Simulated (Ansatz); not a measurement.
# Correcting a cheap level on P-containing molecules

The vertical ionisation energy (cation less neutral) in eV of 7 P-containing molecules: x at HF/def2-TZVPP, y at CCSD(T)/def2-TZVPP. Shapes, held fixed at every level: PBE0-D4/def2-TZVP. Flexible molecules stand in one conformer, not always the lowest. Programs: Ansatz 0.2.0.

| molecule | x (eV) | y (eV) |
| --- | --- | --- |
| PH2(PH2) (diphosphine) | 8.22 | 9.14 |
| P4S3 (tetraphosphorus trisulfide) | 8.52 | 9.04 |
| P4 (SMILES P12P3P1P23) | 8.79 | 9.60 |
| PH3(InH3) | 9.12 | ? |
| PH3 (phosphine) | 9.45 | 10.54 |
| PH3(GaH3) | 9.55 | 10.35 |
| PF3 (phosphorus trifluoride) | 11.45 | 12.07 |

Task: Fit y = c + s·x to the known rows and predict y for PH3(InH3).

Result: 
1. Means of the 6 rows: x = 9.3300, y = 10.123.
2. Σ(Δx)² = 6.737, Σ(Δx·Δy) = 6.4784, so the slope is 6.4784/6.737 = 0.96161.
3. Intercept: 10.123 − (0.96161) × 9.3300 = 1.151. The largest residual of the fit is 0.30.
4. PH3(InH3): 1.151 + 0.96161 × 9.12 = 9.92 eV.

CCSD(T)/def2-TZVPP gives 9.88 eV, so the prediction is off by +0.04 eV, within the largest residual. Uncorrected, HF/def2-TZVPP misses it by -0.76 eV, and the other rows by 0.79 on average. The line removes about 90 % of this miss. Left out in turn, the other rows are missed by 0.25 eV on average, so much of the error is systematic among these molecules. Cations run unrestricted. T1 is large for P4S3 (0.022), so single-reference values are less sure there. For atoms past krypton def2 sets carry core potentials with scalar relativity. Relativity is left out for Ga. Outer-core shells of Ga, In are correlated, in sets that cover them unevenly.

Hartree–Fock puts every ionisation energy too low, mainly because the neutral molecule has an electron pair whose correlation energy is lost on ionisation, while orbital relaxation is already contained in the energy difference. With a slope of 0.96161, the correction is close to a constant shift, and simply adding the average miss of 0.79 eV would serve PH3(InH3) about as well. The slope itself leans heavily on PF3, whose electronegative fluorines set it well above the rest.

The scatter matters for close-lying molecules: Hartree–Fock reverses the order of phosphine and its GaH3 adduct, which no line of positive slope can repair. Dative bonding should stabilise the phosphorus lone pair, yet at the coupled-cluster level both adducts ionise more easily than free phosphine. This suggests that the electron leaves mainly from the metal–hydrogen bonds, so the correction probably spans holes of different character. The good result for PH3(InH3) therefore supports an estimate of the energy, not a reliable ranking of near neighbours.
